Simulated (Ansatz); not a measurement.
# A series in volume scale on In

All results are calculated (Ansatz 0.2.0). Plane-wave DFT, scalar-relativistic PAW made under PBE with cores redone for the functional, no dispersion; the given relaxed cell is scaled uniformly, energy at zero smearing counts from the unscaled cell, pressure at the given Fermi-Dirac smearing is positive in compression.

The cell before it is scaled or strained (space group P6_3/mmc, No. 194):
```
cell vectors (Å)
   3.3467     0.0000     0.0000
  -1.6734     2.8983     0.0000
   0.0000     0.0000    10.8414
atoms (fractions of the cell vectors)
In  1.00000  0.00000  1.00000
In  1.00000  0.00000  0.50000
In  0.33333  0.66667  0.25000
In  0.66667  0.33333  0.75000
```

Settings of every row: spin polarised no; functional r2SCAN; wave cutoff 500 eV; smearing width 0.1 eV; k mesh 12x12x4.

Atom starting moment: 0 on all atoms.

Limits: the cell comes from a prototype or a list of computed structures and needn't be the stable phase.

```csv
row,volume scale,V (Å³/atom),pressure (GPa),energy change per atom (meV)
1,0.88,23.135,7.51,65.17
2,0.92,24.187,4.39,26.56
3,0.96,25.238,?,?
4,1.04,27.341,-1.44,5.02
5,1.08,28.393,-2.6,18.76
6,1.12,29.444,-3.5,39.29
```

Question: what pressure and energy change per atom should row 3 give?

Worked fit of pressure. Take u = (V_r/V)^(2/3) − 1 with V_r = 27.341 Å³ an atom, which is twice the finite (Eulerian) strain; such expansions in the strain, on which the Birch-Murnaghan equation of state is built, carry the rest volume and the bulk modulus. The shown rows have u = 0.1178, 0.08515, 0, -0.02486, -0.0482. Least squares give pressure = −1.461 + 51.713 × u + 205.66 × u² GPa; a straight line predicts inner rows, each left out in turn, worse (root mean square 0.59 against 0.06 GPa). The rows lie off it by 0.03, -0.04, 0.02, 0.02, -0.02. The pressure vanishes at u = 0.0256, or V = 26.32 Å³ an atom, and there the bulk modulus at fixed shape and fractions is B = −V dP/dV = (2/3)(1 + u) dP/du = 42.6 GPa. Letting shape and atoms relax would as a rule lower it, by much in layered, chain or molecular crystals. The withheld row has u = 0.05481, so the fit gives −1.461 + 51.713 × (0.05481) + 205.66 × (0.05481)² = 1.99 GPa.

The calculation gave 1.96 GPa. The fit lies 0.03 GPa (1.5 % of the value, 0.27 % of the column's range) above it; its largest miss of a shown row is 0.04 GPa.

Worked fit of energy change per atom. Take u = (V_r/V)^(2/3) − 1 with V_r = 27.341 Å³ an atom, which is twice the finite (Eulerian) strain; such expansions in the strain, on which the Birch-Murnaghan equation of state is built, carry the rest volume and the bulk modulus. The shown rows have u = 0.1178, 0.08515, 0, -0.02486, -0.0482. Least squares give energy change per atom = 4.637 − 368.381 × u + 7456.26 × u² meV; a straight line predicts inner rows, each left out in turn, worse (root mean square 21 against 1.1 meV). The rows lie off it by 0.46, -0.77, 0.38, 0.36, -0.43 (root mean square 0.5 meV). The withheld row has u = 0.05481, so the fit gives 4.637 − 368.381 × (0.05481) + 7456.26 × (0.05481)² = 6.85 meV.

The calculation gave 6.15 meV. The fit lies 0.70 meV (11 % of the value, 1.2 % of the column's range) above it; its largest miss of a shown row is 0.77 meV.
